Dear colleague,

The vacuum trapping state rests on an assumption that the Poissonian beam itself violates: that the cavity never holds more than one atom. I derive below what pairs of atoms do to the trap at $g\tau=\pi$, how large the effect is for typical numbers, and how it ranks among the other leaks.

\textbf{Conventions.} Atoms enter in the upper level $e$, at exact resonance, at random times with mean rate $r$. Each couples to the mode through $H=\hbar g(a^\dagger\sigma_-+a\sigma_+)$, so the vacuum Rabi frequency is $2g$. I take $g$ constant during the transit time $\tau$ and zero outside (top-hat profile), and the same $\tau$ for all atoms. The photon number decays at the rate $\kappa$, the thermal occupation is $n_{\rm th}$, and $N_{\rm ex}=r/\kappa$.

\textbf{Where the assumption enters.} A lone atom that meets $n-1$ photons leaves $n$ behind with probability $\beta_n=\sin^2(g\tau\sqrt n)$. The standard theory treats each passage as an instantaneous map $M_1$ on the field and adds $r(M_1-1)$ to the damping. The populations then step by one unit only. Equating the upward rate $r\beta_n+\kappa n_{\rm th}n$ out of $n-1$ with the downward rate $\kappa(1+n_{\rm th})n$ out of $n$ gives
\begin{equation}
P_n=P_0\prod_{k=1}^{n}\frac{n_{\rm th}+N_{\rm ex}\sin^2(g\tau\sqrt k)/k}{1+n_{\rm th}} .
\label{eq:std}
\end{equation}
At $n_{\rm th}=0$ the product stops at $n_0$ when $g\tau\sqrt{n_0+1}=q\pi$ with integer $q$. For $g\tau=\pi$ we have $\beta_1=0$ and $P_0=1$ at any pump rate. The one-atom assumption is used twice: in giving every atom the map $M_1$, and in the unit steps that make detailed balance possible.

In a Poissonian beam an atom is alone only if no other arrives within $\tau$ before or after it. With
\begin{equation}
\epsilon=r\tau=N_{\rm ex}\,\kappa\tau
\end{equation}
this has probability $e^{-2\epsilon}$. To first order in $\epsilon$, lone atoms come at the rate $r(1-2\epsilon)$, and pairs with a delay between $s$ and $s+ds$ come at the rate $r^2ds$ for $0<s<\tau$, that is at the total rate $r\epsilon$ with uniformly distributed delay. The atom count closes: $r(1-2\epsilon)+2r\epsilon=r$. Clusters of three come at a rate of order $r\epsilon^2$. The gain term becomes
\begin{equation}
r(1-2\epsilon)(M_1-1)+r\epsilon\,(\bar M_2-1),
\end{equation}
where $\bar M_2$ is the two-atom map averaged over the delay. The Hamiltonian conserves the number of excitations and the atoms carry no coherence, so a field diagonal in $n$ stays diagonal. Here $P_n$ describes the field between passages, when the cavity holds no atom.

Let $a_n$ and $b_n$ be the averaged probabilities that a pair adds one or two photons to $|n\rangle$. The jump $n\to n+2$ has no reverse, so detailed balance is lost. What survives in the steady state is the balance of the total flux through the cut between $n-1$ and $n$:
\begin{align}
(1+n_{\rm th})\,n P_n={}&\big[n\,n_{\rm th}+N_{\rm ex}(1-2\epsilon)\beta_n+N_{\rm ex}\epsilon\,(a_{n-1}+b_{n-1})\big]P_{n-1}\nonumber\\
&+N_{\rm ex}\epsilon\,b_{n-2}P_{n-2},
\label{eq:cut}
\end{align}
with $b_{-1}=0$. At $\epsilon=0$ this returns Eq.~(\ref{eq:std}). Where $\beta_n$ is of order one and $P_{n-2}/P_{n-1}$ is not large, the new terms are corrections of relative order $\epsilon$. Where $\beta_n=0$ and $n_{\rm th}=0$ they are all there is. At the next cut up, where $\beta_{n-1}=0$, the population $P_{n-1}$ is itself of order $\epsilon P_{n-2}$, so the two-photon term is of the same order in $\epsilon$ as the lone-atom gain and must be kept.

\textbf{A pair meeting the vacuum.} Atom 1 enters at $t=0$ and atom 2 at $t=s$. Put $\theta=gs$, and let $\chi=g(\tau-s)=\pi-\theta$ be the overlap angle. Two excitations are shared among $|ee,0\rangle$, $|eg,1\rangle$, $|ge,1\rangle$, $|gg,2\rangle$, the first letter being atom 1. In units of $\hbar g$, the coupling $H_1$ of atom 1 joins $|ee,0\rangle$ to $|ge,1\rangle$ with element 1 and $|eg,1\rangle$ to $|gg,2\rangle$ with element $\sqrt2$; $H_2$ follows by exchanging the atoms. The passage is
\begin{equation}
U=e^{-iH_2\theta}\,e^{-i(H_1+H_2)\chi}\,e^{-iH_1\theta}.
\end{equation}
The first stage gives $\cos\theta|ee,0\rangle-i\sin\theta|ge,1\rangle$. During the overlap the antisymmetric combination of $|eg,1\rangle$ and $|ge,1\rangle$ is dark. The symmetric one couples to $|ee,0\rangle$ with $\sqrt2$ and to $|gg,2\rangle$ with $2$, so this three-state ladder has eigenvalues $0$ and $\pm\omega$ with $\omega=\sqrt{2+4}=\sqrt6$. With $C=\cos\omega\chi$ and $S=\sin\omega\chi$, the amplitudes at the exit of atom 1 are $A_{ee}$, $-ix$, $-iy$, $A_{gg}$ in the order above, where
\begin{align}
A_{ee}&=\tfrac13(2+C)\cos\theta-\tfrac{1}{\sqrt6}S\sin\theta, &
x&=\tfrac{1}{\sqrt6}S\cos\theta+\tfrac12(C-1)\sin\theta,\nonumber\\
A_{gg}&=\tfrac{\sqrt2}{3}(C-1)\cos\theta-\tfrac{1}{\sqrt3}S\sin\theta, &
y&=\tfrac{1}{\sqrt6}S\cos\theta+\tfrac12(C+1)\sin\theta .
\end{align}
In the last stage atom 2 is alone. If atom 1 left in $e$, the rotation angle is $\theta$; if it left in $g$, one more excitation remains and the angle is $\sqrt2\theta$. The amplitudes for zero and for two photons left behind are
\begin{equation}
F_0=A_{ee}\cos\theta-x\sin\theta,\qquad
F_2=A_{gg}\cos\sqrt2\theta-y\sin\sqrt2\theta .
\end{equation}
Using $\theta=\pi-\chi$, the first becomes a sum of five cosines,
\begin{equation}
F_0=\tfrac{7}{12}+\tfrac{1}{12}\cos2\chi-\tfrac1{12}\cos\omega\chi+A_-\cos(\omega-2)\chi+A_+\cos(\omega+2)\chi,
\label{eq:F0}
\end{equation}
with $A_\mp=\tfrac{5}{24}\pm\tfrac{1}{2\sqrt6}$, that is $A_-=0.4125$ and $A_+=0.0042$. The probability that the pair breaks the vacuum is $w(\chi)=1-F_0^2$:
\begin{center}
\begin{tabular}{c|cccc}
$\chi$ & $\pi/4$ & $\pi/2$ & $3\pi/4$ & $\pi$\\ \hline
$w(\chi)$ & 0.0095 & 0.225 & 0.495 & 0.483
\end{tabular}
\end{center}
For simultaneous atoms, $\chi=\pi$, the amplitude is $F_0=(2+\cos\sqrt6\pi)/3$: the collective frequency $\sqrt6g$ does not complete a whole cycle when the single-atom frequency does.

Short overlaps do very little harm, and the reason is instructive. Since $e^{-iH_j\pi}|ee,0\rangle=-|ee,0\rangle$, we may write $F_0=\langle ee,0|W|ee,0\rangle$ with $W=e^{iH_2\chi}e^{-i(H_1+H_2)\chi}e^{iH_1\chi}$. The first-order term of $W$ cancels. The second-order term is proportional to $[H_1,H_2]$, and this commutator annihilates $|ee,0\rangle$, because both orderings lead to $\sqrt2|gg,2\rangle$. Multiplying out the three exponentials to third order leaves $-\tfrac{i}{6}\chi^3(|eg,1\rangle+|ge,1\rangle)$, whose squared norm gives
\begin{equation}
w(\chi)=\chi^6/18+O(\chi^8).
\end{equation}

The averages over the delay are integrals of products of cosines over $0<\chi<\pi$:
\begin{equation}
\bar w=a_0+b_0=1-\frac1\pi\int_0^\pi\!F_0^2\,d\chi=0.2429,\qquad
b_0=\frac1\pi\int_0^\pi\!F_2^2\,d\chi=0.0861,
\end{equation}
and hence $a_0=0.1567$. About one pair in four breaks the vacuum. Pairs delayed by more than $\tau/2$ contribute only $0.022$ to $\bar w$.

\textbf{The corrected distribution.} At $g\tau=\pi$ the factor $\beta_n$ vanishes at $n=1,4,9,\dots$, so the ladder falls into blocks $\{0\}$, $\{1,2,3\}$, $\{4,\dots,8\}$ and so on. Once a pair has lifted the field into the second block, lone atoms pump it with $\beta_2=0.929$ and $\beta_3=0.556$ up to the next trap at $n=3$, and the field returns only by decaying from $n=1$. Set $n_{\rm th}=0$ and $R_n=P_n/P_0$. To first order in $\epsilon$, Eq.~(\ref{eq:cut}) gives
\begin{equation}
R_1=N_{\rm ex}\epsilon\,\bar w,\qquad
R_2=\tfrac12N_{\rm ex}\epsilon\,(N_{\rm ex}\beta_2\bar w+b_0),\qquad
R_3=\tfrac13N_{\rm ex}\beta_3R_2,
\label{eq:R}
\end{equation}
while $R_4$ and beyond are of order $\epsilon^2$. In $R_2$ the direct jump $0\to2$ has the size $b_0/(N_{\rm ex}\beta_2\bar w)=0.38/N_{\rm ex}$ relative to the lone-atom gain, independent of $\epsilon$. Summing, with $\epsilon=N_{\rm ex}\kappa\tau$,
\begin{align}
\frac{1-P_0}{P_0}&=\kappa\tau\Big[\big(\bar w+\tfrac12b_0\big)N_{\rm ex}^2+\big(\tfrac12\beta_2\bar w+\tfrac16\beta_3b_0\big)N_{\rm ex}^3+\tfrac16\beta_2\beta_3\bar w\,N_{\rm ex}^4\Big]\nonumber\\
&=\kappa\tau\,\big[0.286\,N_{\rm ex}^2+0.121\,N_{\rm ex}^3+0.0209\,N_{\rm ex}^4\big].
\label{eq:main}
\end{align}
This is the first correction. The familiar condition $r\tau\ll1$ is necessary but far from sufficient. One power of $N_{\rm ex}$ sits in $\epsilon$, one counts the atoms per cavity lifetime, and up to two more come from the gain inside the second block, which delays the return.

\textbf{Numbers.} I take round values typical of a Rydberg-atom micromaser with rubidium: $g\approx4\times10^{4}\ \mathrm{s^{-1}}$ and $1/\kappa\approx0.1$ s. The trap then needs $\tau=78.5\ \mu$s, and $\kappa\tau=7.85\times10^{-4}$.
\begin{center}
\begin{tabular}{c|cccc}
$N_{\rm ex}$ & $\epsilon$ & $R_1$ & $1-P_0$ & $\langle n\rangle$\\ \hline
1 & $7.9\times10^{-4}$ & $1.9\times10^{-4}$ & $3.4\times10^{-4}$ & $5.0\times10^{-4}$\\
2 & $1.6\times10^{-3}$ & $7.6\times10^{-4}$ & $1.9\times10^{-3}$ & $3.4\times10^{-3}$\\
5 & $3.9\times10^{-3}$ & $4.8\times10^{-3}$ & 0.027 & 0.060\\
10 & $7.9\times10^{-3}$ & 0.019 & 0.2 & 0.6
\end{tabular}
\end{center}
At $N_{\rm ex}=10$ the mean number of atoms in the cavity is below one percent, yet the vacuum has lost about a fifth of its weight. The quartic term of Eq.~(\ref{eq:main}) alone reaches unity near $N_{\rm ex}=16$.

In time the process looks like a telegraph signal. At $N_{\rm ex}=5$, $r=50\ \mathrm{s^{-1}}$, the vacuum survives on average $1/(r\epsilon\bar w)=21$ s. The ratio of the time spent outside to the time spent inside is $R_1+R_2+R_3$, so an excursion lasts $0.58$ s on average, several cavity lifetimes. For your detectors: at $n_{\rm th}=0$ each photon lost was emitted by an atom that left in $g$, so the fraction of such atoms is $\langle n\rangle/N_{\rm ex}=0.012$. The pairs meeting the vacuum supply directly only $\epsilon(a_0+2b_0)=1.3\times10^{-3}$ photons per atom. The rest, a factor of about 9 in all, comes from lone atoms passing during the excursions. The signal in $g$ therefore arrives in bursts.

\textbf{How far first order holds.} Four things are dropped in Eq.~(\ref{eq:R}). The factor $1-2\epsilon$ and the pair terms inside the second block change $R_2$ and $R_3$ by a few times $\epsilon$. Clusters of three add to the escape rate at most a fraction $\epsilon/\bar w$, which is $0.016$ at $N_{\rm ex}=5$. Damping while an atom is inside alters the loss rates by relative order $\epsilon$, and it opens no significant leak from the vacuum: a photon lost from $|g,1\rangle$ leaves the field empty. Lastly, pairs also break the trap at $n=3$. I bound this by setting the pair probabilities to one in Eq.~(\ref{eq:cut}): $R_4\le N_{\rm ex}\epsilon(R_2+R_3)/4$ and $R_5\le N_{\rm ex}(\beta_5R_4+\epsilon R_3)/5$, followed by $R_n=N_{\rm ex}\beta_nR_{n-1}/n$ up to $n=8$. At order $\epsilon^2$ the weight $R_4+\dots+R_8$ is then at most $3.4\times10^{-4}$ for $N_{\rm ex}=5$, against $0.028$ in the second block, and at most $0.043$ for $N_{\rm ex}=10$, against $0.28$. Weighted with at most eight photons, the bounds on the added $\langle n\rangle$ are $2.7\times10^{-3}$ and $0.34$. So the row $N_{\rm ex}=5$ is good to a few percent within the model, and the last two entries of the final row give only the scale.

The value of $\bar w$ belongs to the top-hat profile. A lone atom feels only the pulse area $\int g\,dt$, and so do two simultaneous atoms, which fixes $w=0.483$ at zero delay and $w=0$ at delay $\tau$ for any profile of area $\pi$. Between these ends the curve depends on the shape, and $\bar w$ should be recomputed with your mode function by integrating the same four amplitudes. The powers of $N_{\rm ex}$ do not change.

\textbf{The rival leaks.} Three other idealisations also let the field cross the cut between 0 and 1, and to first order the rates add:
\begin{equation}
(1+n_{\rm th})R_1=n_{\rm th}+N_{\rm ex}\big[\pi^2\sigma^2+\tfrac12\gamma\tau+N_{\rm ex}\kappa\tau\,\bar w\big].
\label{eq:leaks}
\end{equation}
Here $\sigma$ is the relative rms spread of $\tau$, and the term follows from $\sin^2[\pi(1+\delta)]\simeq\pi^2\delta^2$. The rate $\gamma$ is the decay of the lower maser level to other levels. If it happens while the system is in $|g,1\rangle$ the photon stays behind, with probability $\gamma\int_0^\tau\sin^2(gt)\,dt=\gamma\tau/2$. Decay of the upper level occurs from $|e,0\rangle$ and leaves the vacuum. All these leaks are amplified by the same gain in the second block; only the direct jump $0\to2$ is special to pairs. At $N_{\rm ex}=5$ the pair term is $9.5\times10^{-4}$ per atom, or $4.8\times10^{-3}$ on the right side of Eq.~(\ref{eq:leaks}).

Thermal photons: for a typical mode at $21.5$ GHz, $h\nu/k_B=1.03$ K, and a typical temperature of $0.3$ K gives $n_{\rm th}=0.033$, well above the pair term. The two are equal at $N_{\rm ex}=\sqrt{n_{\rm th}/(\kappa\tau\bar w)}=13$, or, at $N_{\rm ex}=5$, for a cavity at $0.19$ K. Cooling far below that temperature gains little against pairs.

Velocity spread: a typical $\sigma\approx2\%$ contributes $0.020$ at $N_{\rm ex}=5$. It falls to the size of the pair term at $\sigma=\sqrt{\epsilon\bar w}/\pi=1.0\%$.

Atomic decay: this equals the pair term when $\gamma=2r\bar w$, whatever $\tau$ is, which means a lifetime of $41$ ms at $r=50\ \mathrm{s^{-1}}$. A low-$\ell$ Rydberg level near $n=60$ lives typically about $0.2$ ms, largely through short-wavelength decay that the cavity does not suppress. Then $\gamma\tau/2\approx0.2$ per atom, some $2\times10^{2}$ times the pair term, and too large for first order to give more than the scale. A circular level with a typical lifetime near $30$ ms would give $1.3\times10^{-3}$ at the same $\tau$, comparable with the pairs.

With a low-$\ell$ beam at $0.3$ K and moderate pumping, pairs are thus a minor leak, and a filled-in trap should not be blamed on them. They differ from the rivals in two ways that you can use. In Eq.~(\ref{eq:leaks}) the thermal term is independent of $N_{\rm ex}$, spread and decay are linear in it, and pairs are quadratic, so a scan of the flux at fixed $\tau$ separates them in principle. And the pair term is a property of the arrival statistics: for a beam with normalised pair correlation $g^{(2)}(s)$ the escape rate $r\epsilon\bar w$ becomes $r^2\int_0^\tau g^{(2)}(s)\,w\,ds$. If arrivals closer than $\tau/2$ were excluded and $g^{(2)}$ stayed near one beyond, the leak would drop by a factor of 11. A minimum spacing of $\tau$ removes it, but then the injection is no longer Poissonian and Eq.~(\ref{eq:std}) has to be rederived away from the trap. With a Poissonian beam, Eq.~(\ref{eq:main}) is the floor that remains after cooling, velocity selection and long-lived levels, and a longer cavity lifetime lowers it at fixed $N_{\rm ex}$ in proportion to $\kappa\tau$.

With best regards,\\
your colleague in theory